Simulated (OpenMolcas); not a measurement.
## A ladder of methods for BNH4 (BH2(NH2))

BNH4 has 6 atoms, charge 0, and is taken as a singlet. As SMILES, `[H]B([H])N`. The coordinates come from a GFN2-xTB relaxation.

```jsonl
{"atom": "B", "x (Å)": "0.3419", "y (Å)": "0.5951", "z (Å)": "0.0037"}
{"atom": "H", "x (Å)": "1.3301", "y (Å)": "0.6743", "z (Å)": "0.6274"}
{"atom": "H", "x (Å)": "-0.0786", "y (Å)": "1.4968", "z (Å)": "-0.6141"}
{"atom": "N", "x (Å)": "-0.3454", "y (Å)": "-0.5987", "z (Å)": "-0.0039"}
{"atom": "H", "x (Å)": "-1.1993", "y (Å)": "-0.7506", "z (Å)": "-0.5151"}
{"atom": "H", "x (Å)": "-0.0488", "y (Å)": "-1.4170", "z (Å)": "0.5020"}
```

Quantity: the energy change with the N4–H5 bond stretched from 1.007 to 1.258 Å, in eV. The values are calculated.

```tsv
level	kind	program	value (eV)	less FCI/STO-3G	CPU time (all runs)
HF/STO-3G (restricted)	Hartree–Fock	OpenMolcas	1.15	+0.44	3.3 s
SVWN5/STO-3G (restricted)	LDA	OpenMolcas	0.72	+0.01	8.7 s
PBE/STO-3G (restricted)	GGA	OpenMolcas	0.68	-0.03	8.3 s
r2SCAN/STO-3G (restricted)	meta-GGA	OpenMolcas	0.80	+0.09	11 s
M06-2X/STO-3G (restricted)	hybrid meta-GGA	OpenMolcas	0.86	+0.15	9.5 s
PBE0/STO-3G (restricted)	global hybrid	OpenMolcas	0.84	+0.13	8.7 s
MP2/STO-3G (restricted)	perturbation theory	OpenMolcas	0.85	+0.14	3.2 s
FCI/STO-3G	exact in the basis	OpenMolcas	0.71	0.00	98 s
```

FCI/STO-3G is exact within its basis and frozen core, so for wave-function methods in that basis the difference is their error; functionals converge differently with the basis, so for them it is only a difference. The first shape isn't each level's own minimum. The values span 0.68 to 1.15 eV. All rows use very small basis sets, so even the best lies far from the true value. Times are those of the runs behind each value, whatever else they computed, on shared processors of several kinds: orders of magnitude only.

Correlation makes the N–H bond markedly easier to stretch: the cost falls from 1.15 eV in Hartree–Fock to 0.71 eV in full CI. As the bond lengthens, the gap between its σ and σ* orbitals narrows, and configurations that excite the pair into σ* gain weight. These keep the two electrons apart, one near each atom, whereas a single closed-shell determinant retains too much ionic character. MP2 recovers more than half of this lowering but still lies 0.14 eV too high, which suggests that correlation beyond second order already matters at this modest stretch.

Among the functionals, going from PBE to PBE0 raises the cost from 0.68 to 0.84 eV, consistent with exact exchange stiffening the bond. Exact exchange isn't the only influence, however, since r2SCAN, which has none, already gives 0.80 eV. The energies describe one partial stretch and don't establish the N–H dissociation energy or how each method behaves once the bond is broken.
